Spherical Pr ions, Pr+ to Pr10+, computed with B-spline radial code 1 at the basis-set limit: non-relativistic Hartree-Fock (configuration average, point nucleus) and Dirac-Coulomb Hartree-Fock (nl average, Fermi nucleus). χ_dia is the Langevin term, −0.79199 Σ<r²>, with <r²> in bohr² summed over all electrons. The density contour is at 0.001 electrons/bohr³.

```tsv
species	Z	charge (e)	electrons	configuration	radius of the 0.001 density contour, non-rel. (bohr)	radius of the 0.001 density contour, Dirac (bohr)	radius of the 0.001 density contour: Dirac/non-rel. − 1 (%)	χ_dia, non-rel. (10⁻⁶ cm³/mol)	χ_dia, Dirac (10⁻⁶ cm³/mol)	χ_dia: Dirac/non-rel. − 1 (%)	share of the highest-n shell in Σ<r²>, non-rel. (%)
Pr+	59	1	58	[Xe] 4f3 6s1	4.710	4.666	-0.9	-52.55	-50.45	-4.01	34.0
Pr2+	59	2	57	[Xe] 4f3	3.644	3.621	-0.6	-34.41	-33.67	-2.16	63.9
Pr3+	59	3	56	[Xe] 4f2	3.459	3.426	-1.0	-30.90	-30.08	-2.67	64.8
Pr4+	59	4	55	[Xe] 4f1	3.307	3.274	-1.0	-28.12	-27.31	-2.87	65.3
Pr5+	59	5	54	[Kr] 4d10 5s2 5p6	3.175	3.143	-1.0	-25.81	-25.04	-2.99	65.6
Pr6+	59	6	53	[Kr] 4d10 4f1 5s2 5p4	3.062	3.026	-1.2	-22.11	-21.47	-2.91	56.3
Pr7+	59	7	52	[Kr] 4d10 4f1 5s2 5p3	2.945	2.907	-1.3	-19.50	-18.93	-2.93	50.7
Pr8+	59	8	51	[Kr] 4d10 4f1 5s2 5p2	2.824	2.783	-1.5	-17.08	-16.58	-2.94	44.1
Pr9+	59	9	50	[Kr] 4d10 4f2 5s2	2.597	2.540	-2.2	-13.84	-13.47	-2.69	25.4
Pr10+	59	10	49	[Kr] 4d10 5s2 5p1	2.616	2.570	-1.8	-13.75	-13.32	-3.17	36.6
```

### What the columns measure

All ten ions have the same nucleus, Z = 59, so every change down the table comes from the electrons. The diamagnetic susceptibility χ_dia is proportional to S = Σ<r²>, the mean square distance from the nucleus summed over all electrons. The contour radius R is the distance at which the total density has fallen to 0.001 electrons/bohr³. The percentage columns give the Dirac result relative to the non-relativistic one. The last column is the fraction of S in the shell of highest n, and it changes its meaning: 6s alone in Pr+, 5s alone in Pr9+, 5s plus 5p elsewhere, and never 4f.

The weight r² makes χ_dia a property of the outer electrons. From Pr+ to Pr10+ its non-relativistic size falls by a factor 52.55/13.75 = 3.8, while the Lamb shielding of the same runs, which weights 1/r, falls only from 6358 to 6250 ppm. |χ_dia| falls at every step, by very unequal amounts. R falls at every step except the last, where it rises at both levels of theory. Three steps are not single removals: 5p⁶ → 4f¹5p⁴ at Pr6+, 4f¹5p² → 4f² at Pr9+, and 4f² → 5p¹ at Pr10+.

### Splitting the sum

Multiplying S by the last column gives the outer part, and the remainder holds the 46 electrons up to 4d plus any 4f (in Pr+ also 5s and 5p). In the two rows without 4f the remainder is 11.21 and 11.01 bohr², and the orbitals of non-relativistic Pr8+ give 11.25 bohr² for the same 46 electrons. In these three ions the core is nearly rigid, so the trend is made by 6s, 5s, 5p and 4f.

Pr+ is the simplest case. Its single 6s electron carries 22.56 bohr², a third of the total, and the remainder, 43.79 bohr², exceeds the whole sum of Pr2+ by only 0.34 bohr². The 6s electron lies outside the other shells and hardly screens them, so its removal takes away one very large term and changes little else.

The 4f electrons behave in the opposite way. In Dirac Pr3+ the two of them hold 2.41 bohr², 6.3% of S, against 4.97 for 5s and 19.25 for 5p. Yet removing one 4f from Pr3+ lowers S by 3.51 bohr², of the same order as the 3.30 lost when a 5p leaves Pr6+, a smaller ion of higher charge. The split shows where the loss occurs: from Pr2+ to Pr5+, 56 to 62% of each fall is in the n = 5 shell, whose eight electrons all stay. The cause is screening. A 4f electron lies inside 5s and 5p (mean radii in Pr3+ near 1.0 bohr against 1.5 to 1.7), so when it leaves, the eight outer electrons feel a larger charge and move in together. The three steps shrink, 4.43, 3.51 and 2.92 bohr², because a shell with <r²> ∝ 1/Z_eff² yields less to each added unit of charge, and because the departing 4f is itself more compact each time. When a 5p leaves instead (Pr6+ → Pr7+ → Pr8+), 97 to 98% of the fall is in the n = 5 shell. Most of it is the departing electron's own term: the step to Pr8+ costs that shell 2.97 bohr², and one 5p in Pr8+ holds 2.53.

### A screening model of the n = 5 shell

For a screened hydrogen-like orbital <r²> ∝ 1/Z_eff², so <r²>^(−1/2) is linear in Z_eff, and Z_eff drops by a fixed amount for each screening electron. Let S₅ be the outer part for a shell 5s²5p^p with f electrons in 4f, and let ρ be the ratio of <r²> for 5p to that for 5s. Then y = S₅/(2 + ρp) is the value for one 5s electron, and

y^(−1/2) = a − b·f − c·p.

With ρ = 2.53/2.22 = 1.139 taken from the non-relativistic Pr8+ orbitals, linear least squares on the nine rows Pr2+ to Pr10+ gives a = 0.7208, b = 0.0253 and c = 0.0131 bohr⁻¹. The model reproduces S₅ with an rms error of 0.7% of the tabulated value; the worst rows are Pr10+ (1.4% low) and Pr2+ (0.9% low). These misfits are real, since the rounding of the share column amounts to about 0.1 to 0.2%. Forcing b = c, which makes the ionic charge the only variable, raises the rms error to 3.2% and misses Pr2+, Pr5+ and Pr9+ by 4 to 6%. It matters which electron has left, and not only how many.

The ratio b/c = 1.9 says that a 4f screens the outer shell about twice as well as a 5p. Slater's rules give 2.4, the same order. The fitted ratio leans on the fixed ρ, which is not a constant (Dirac Pr3+ has 1.29), so b and c are not screening constants in a strict sense. One comparison supports the factor of two without a fit: the 5s orbital has <r²> = 2.22 bohr² in both Pr8+ and Pr9+, where one added 4f has replaced two 5p. The split also depends on an orbital convention. Closed shells of equal l may be mixed without changing any total, and the choice changes where 5p opens, between Pr5+ and Pr6+, so a small part of the outer share may shift there. χ_dia and R are unaffected.

### The irregular steps

At Pr5+ → Pr6+ and Pr8+ → Pr9+ two 5p electrons vanish and one 4f appears. The screening of the survivors is almost unchanged, because b ≈ 2c, and the step is plain counting. The n = 5 shell loses 5.66 and 5.07 bohr², the remainder gains about 1.0 for the new 4f, and the net falls of 4.67 and 4.09 are larger than the steps on either side. Pr9+ → Pr10+ runs the exchange backwards: two 4f leave and a 5p returns. The outer part gains 1.92 bohr², the remainder loses 2.03, and S falls by only 0.11. The flat χ_dia is a near cancellation of two sizeable terms.

The contour responds differently, because it samples the tail of the density at one place. Let N₅ be the number of n = 5 electrons and r₅ = (S₅/N₅)^(1/2). If the tail falls as N₅·C·exp(−r/βr₅) with a fixed prefactor C, setting it equal to 0.001 gives R/r₅ = α + β ln N₅. Least squares on Pr2+ to Pr10+ gives α = 1.632 and β = 0.149, with an rms error of 0.012 bohr and a worst miss of 0.025 bohr at Pr2+. The same exchange costs 0.113 bohr at Pr6+, the smallest fall in the non-relativistic column, and 0.227 bohr at Pr9+. In the model somewhat more than half of the difference comes from the logarithm: eight electrons become six in one case, and four become two in the other. The rest comes from r₅, which falls more at Pr9+, where the last of the wider 5p electrons leave. At Pr10+ two become three, a gain that outweighs the shrinkage of r₅, and R rises by 0.019 bohr (0.030 with Dirac). The returning electron is also of the kind that reaches furthest: in Pr8+ the 5p level lies at −4.52 hartree and the 5s at −5.16, and the less bound orbital decays more slowly.

The fixed prefactor is an empirical step. A shell that kept its shape while shrinking would have C ∝ 1/r₅³ and the variable ln(N₅/r₅³). That form fits five times worse (0.058 bohr), and it has R/r₅ rising from Pr2+ to Pr5+, where the table gives a slight fall from 1.956 to 1.942. The tail therefore steepens relative to r₅ as the charge grows, and ln N₅ probably works because this offsets the rise in density. Pr+ was left out of both fits, and there the order reverses: applied to the 6s electron, ln N₅ overshoots by 3.0 bohr and the shape-preserving form falls short by 0.6. One electron spread through a sphere of radius √22.56 = 4.75 bohr has a mean density of 0.002 electrons/bohr³, the order of the contour value. The contour of Pr+ cuts through the body of the 6s shell (R is 0.99 of that radius) and misses much of the extent that χ_dia counts.

### Whether the listed states are the lowest

Removing an electron from the highest level with all orbitals frozen gives an upper estimate of the cheapest ionisation, since relaxation can only lower the ion. In the Dirac runs the energy needed to reach the listed next ion exceeds this estimate by 9.5, 4.0, 1.7 and 6.2 eV for Pr5+ to Pr8+. Where the highest level is 5p₃/₂, some 1.4 eV of such an excess can come from averaging over 5p₁/₂ and 5p₃/₂: Pr10+, which simply loses its 5p, shows 158.63 against 157.20 eV. The larger excesses remain, and in Pr6+ and Pr7+ the highest level is 4f, which this averaging does not touch, so Pr6+ to Pr9+ are probably not the lowest configurations at this level. The case is weakest for Pr8+, where term splitting could reverse the order, and correlation is absent throughout. In the non-relativistic runs, where 4f lies deeper, the same test singles out only Pr6+ (2.7 eV) and Pr10+ (5.8 eV). The known ground configuration of Pr9+ is 5s²5p², not the listed 4f².

The two models estimate what that configuration would give without relativity. It was not among the fitted rows. With f = 0 and p = 2:

- y^(−1/2) = 0.7208 − 2 × 0.0131 = 0.6946 bohr⁻¹, so y = 2.073 bohr².
- S₅ = (2 + 2 × 1.139) × 2.073 = 8.87 bohr².
- Adding the mean core of the two 4f⁰ rows, 11.11, gives S = 19.98 bohr² and χ_dia = −0.792 × 19.98 = −15.8.
- r₅ = (8.87/4)^(1/2) = 1.489 bohr and R = 1.489 × (1.632 + 0.149 ln 4) = 2.74 bohr.

Both values fall between those of Pr8+ (−17.08, 2.824) and Pr10+ (−13.75, 2.616). On this estimate the dip at Pr9+ and the rise after it belong to the listed 4f² configuration and are no property of the charge. The large fall of |χ_dia| at Pr6+ is likewise tied to the listed 4f¹5p⁴; with 5p⁵ that step would be the loss of a single 5p.

### The relativistic change

With Zα = 0.43, s and p electrons gain relativistic mass where they penetrate to the nucleus, and their orbitals contract, the outer ones included. The tighter s and p shells screen the nucleus better, so d and f orbitals, which penetrate far less, tend to expand. This is standard theory, and the table agrees with it in three places.

Pr+ has the largest change in χ_dia, −4.01%. The difference between Pr+ and Pr2+, essentially the 6s term, falls from 22.90 to 21.19 bohr², or 7.5%, and these 1.71 bohr² are most of the total loss of 2.65. The radius of Pr+ changes by only −0.9%. A plausible reason is the position of the contour: contraction raises the density in the body of a shell and lowers it in the tail, so a crossing in between moves little.

Among the other nine rows the change in χ_dia follows the 4f count: −2.16% for 4f³, about −2.7 for both 4f² rows, −2.87 to −2.94 for 4f¹, and −2.99 and −3.17 for 4f⁰. A least-squares line, −3.16 + 0.28 f, has an rms error of 0.09 percentage points, against 0.20 for a line in the charge. The relation is not truly linear, for Pr2+ and Pr5+ are both less contracted than the line by about 0.17 points. In Pr3+ the loss can be located. The Dirac 5s and 5p orbitals hold 1.06 bohr² (4.2%) less than the non-relativistic n = 5 shell, and the remainder changes by +0.03 ± 0.02 bohr², which is close to nothing. If the inner s and p shells contract, 4d and 4f must expand to balance them; that is an inference, subject to the orbital convention above. In Pr6+, with one 4f, the same split gives a loss of 0.68 bohr² (4.3%) in the n = 5 shell and a further 0.14 in the remainder, which no longer keeps its size. A shrinking remainder is probably part of the answer in Pr10+ too, where 4.2% of the 6.35 bohr² in the outer shell is 0.27, half of the 0.54 actually lost. A stronger contraction of 5s than of 5p may add to it; the totals of Pr10+ do not separate the two.

The change in R follows the 5s fraction of the outer shell. A line fitted to the same nine rows, −0.51 − 1.77 × (2/N₅) in percent, has an rms error of 0.12 points. It places the maximum at Pr9+ (−2.2%), where the tail has no 5p, and the retreat at Pr10+, an inversion that a line in the charge cannot give. Pr2+ contracts by 0.6% where the three following rows with the same 5s²5p⁶ shell contract by 1.0%. Its 4f is the most diffuse by the estimate from the remainder (about 1.5 bohr² each, a figure that also absorbs any swelling of the core), and a guess is that its expansion adds density at the contour and also explains the small change in χ_dia.

The averaging over j limits these percentages in the open 5p rows. In Pr3+ 5p₁/₂ has <r²> = 3.03 bohr² and 5p₃/₂ has 3.30, so a lowest level that fills 5p₁/₂ first, as in Pr10+, should be more contracted than the average shown. For comparison with a measured susceptibility only Pr5+ is a closed shell; in ions with unpaired electrons the paramagnetic term, absent from χ_dia, is normally far larger.

For the ions of a neighbouring lanthanide the same reasoning starts from the configuration. A lone 6s electron should add a large term to S and deepen the relativistic loss. While 5s²5p⁶ is full, each 4f removed should cost an amount comparable with a 5p, more than half of it through the shrinking of 5s and 5p. An exchange between 5p and 4f should give a kink, in χ_dia by the count of electrons and in R by its logarithm. The fitted constants themselves hold for Z = 59 only.
